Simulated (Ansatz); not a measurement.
## How methods differ on Si2H2OF2 (SMILES F[Si]1(F)O[SiH2]1)

The species is Si2H2OF2 (7 atoms), meant as a singlet with charge 0. SMILES: `F[Si]1(F)O[SiH2]1`. Geometry: optimised at B3LYP/def2-SVP.

Quantity: the adiabatic ionisation energy (to the doublet cation, shapes relaxed at B3LYP/def2-SVP, no zero-point term), in eV. The values are calculated.

| level | kind | program | value (eV) | less CCSD(T)/def2-SVP | CPU time (all runs) |
| --- | --- | --- | --- | --- | --- |
| HF/def2-SVP | Hartree–Fock | Ansatz | 8.30 | -0.67 | 2.9 s |
| SVWN5/def2-SVP | LDA | Ansatz | 9.18 | +0.21 | 1.9 s |
| PBE/def2-SVP | GGA | Ansatz | 9.01 | +0.04 | 3.4 s |
| r2SCAN/def2-SVP | meta-GGA | Ansatz | 9.06 | +0.09 | 8.2 s |
| B3LYP/def2-SVP | global hybrid | Ansatz | 9.10 | +0.13 | 5.2 s |
| wB97M-V/def2-SVP | range-separated hybrid | Ansatz | 9.16 | +0.19 | 19 s |
| B2PLYP/def2-SVP | double hybrid | Ansatz | 9.01 | +0.04 | 7 s |
| RPA@PBE/def2-SVP | RPA | Ansatz | 9.01 | +0.04 | 6.2 s |
| MP2/def2-SVP | perturbation theory | Ansatz | 8.91 | -0.06 | 2.7 s |
| CCSD(T)/def2-SVP | coupled cluster or CI | Ansatz | 8.97 | 0.00 | 24 s |

CCSD(T)/def2-SVP is the highest level here, not the true value. The values span 8.30 to 9.18 eV. CPU times are rough (shared hosts, several kinds of processor): they show what a rung costs within a factor of a few.

Electron correlation accounts for most of the spread: Hartree–Fock gives 8.30 eV, 0.67 eV below CCSD(T), while every other method lies within 0.21 eV of it. The neutral has one more electron pair than the cation, so leaving out correlation destabilises it more and makes ionisation too easy. MP2 already recovers most of the missing energy, which suggests that the correlation involved is mainly dynamic.

The electron probably leaves an orbital with strong Si–Si σ character, since this bond is strained in the three-membered ring and lies higher in energy than the Si–O and Si–F bonds or the fluorine lone pairs. Ionisation would then weaken the Si–Si link.

Among the density functionals, agreement does not improve steadily with complexity: PBE is closer to CCSD(T) than r2SCAN, B3LYP or wB97M-V, probably through a favourable balance of errors, so its closeness here is no general ranking. Because a small basis recovers pair correlation incompletely, the CCSD(T) value would probably rise in a larger one, which could reorder these small deviations.
